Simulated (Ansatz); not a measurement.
## Ti: energy above lowest point as volume scale varies

All results are calculated (Ansatz 0.2.0). Free energy against uniform scaling of the volume at fixed shape and fractions; periodic cell, basis, potentials, k mesh and filling as listed.

The cell before it is scaled or strained (space group Fm-3m, No. 225):
```
CELL_PARAMETERS angstrom
0.00000 2.03000 2.03000
2.03000 0.00000 2.03000
2.03000 2.03000 0.00000
ATOMIC_POSITIONS crystal
Ti 0.00000 0.00000 0.00000
```

Settings of every row: functional PBEsol; dispersion none; potentials all-electron LAPW; k mesh 12x12x12; k shift 0x0x0; occupations fermi dirac; smearing width 0.1 eV; spin none.

Limits: coarse k mesh, up to 40 meV an atom off.

```
row  volume scale  V (Å³/atom)  energy above lowest point (meV/atom)
  1          0.92       15.392                                    42
  2          0.96       16.062                                   9.7
  3             1       16.731                                     0
  4          1.04         17.4                                   9.3
  5          1.08       18.069                                     ?
```

Question: what energy above lowest point should row 5 give?

Worked fit of energy above lowest point. Take u = (V_r/V)^(2/3) − 1 with V_r = 16.397 Å³ an atom, which is twice the finite (Eulerian) strain; such expansions in the strain, on which the Birch-Murnaghan equation of state is built, carry the rest volume and the bulk modulus. The shown rows have u = 0.04307, 0.01386, -0.01335, -0.03881. Least squares give energy above lowest point = 2.27 + 342.7 × u + 13475 × u² meV/atom; a straight line predicts inner rows, each left out in turn, worse (root mean square 14 against 0.21 meV/atom). The rows lie off it by 0.0, 0.1, -0.1, 0.0. The withheld row has u = -0.06268, so the fit gives 2.27 + 342.7 × (-0.06268) + 13475 × (-0.06268)² = 33.7 meV/atom.

The calculation gave 34.6 meV/atom. The fit lies 0.9 meV/atom (2.6 % of the value, 2.1 % of the column's range) below it; its largest miss of a shown row is 0.1 meV/atom. This row lies beyond the range of the fit.
